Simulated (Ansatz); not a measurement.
# A series in volume scale on PIr

All results are calculated (Ansatz 0.2.0). Periodic Kohn-Sham DFT of a crystal at fixed atoms, scaled to volume_scale times the given cell; pressure positive in compression, energy less spherical unpolarised free atoms, largest_vzz the field gradient of largest size among the nuclei.

The cell before it is scaled or strained (space group Fm-3m, No. 225):
```
cell vectors (Å)
   0.0000     2.4648     2.4648
   2.4648     0.0000     2.4648
   2.4648     2.4648     0.0000
atoms (fractions of the cell vectors)
Ir  0.00000  0.00000  0.00000
P   0.50000  0.50000  0.50000
```

Settings of every row: method frozen-core PAW; functional PBE; relativity scalar; k mesh 13x13x13; filling fermi-dirac; smearing width 0.05 eV; wave cutoff 420 eV; paw set soft_2.

Atom start moment: 0 on all atoms.

Limits: no spin-orbit coupling on heavy atoms; the cell comes from a prototype or a list of computed structures and needn't be the stable phase.

```
row  volume scale  V (Å³/atom)  pressure (GPa)
  1        0.9405       14.083           14.69
  2          0.98       14.675           4.384
  3             1       14.974               0
  4          1.02       15.274          -3.901
  5          1.06       15.873               ?
```

Question: what pressure should row 5 give?

Worked fit of pressure. Take u = (V_r/V)^(2/3) − 1 with V_r = 14.825 Å³ an atom, which is twice the finite (Eulerian) strain; such expansions in the strain, on which the Birch-Murnaghan equation of state is built, carry the rest volume and the bulk modulus. The shown rows have u = 0.03482, 0.0068, -0.00664, -0.01969. Least squares give pressure = 2.1205 + 325.772 × u + 1011.47 × u² GPa; a straight line predicts inner rows, each left out in turn, worse (root mean square 0.46 against 0.0041 GPa). The rows lie off it by 0.000, 0.001, -0.002, 0.001. The pressure vanishes at u = -0.0066, or V = 14.97 Å³ an atom, and there the bulk modulus at fixed shape and fractions is B = −V dP/dV = (2/3)(1 + u) dP/du = 207 GPa. The withheld row has u = -0.04452, so the fit gives 2.1205 + 325.772 × (-0.04452) + 1011.47 × (-0.04452)² = -10.378 GPa.

The calculation gave -10.454 GPa. The fit lies 0.076 GPa (0.3 % of the column's range) above it; its largest miss of a shown row is 0.002 GPa. This row lies beyond the range of the fit.
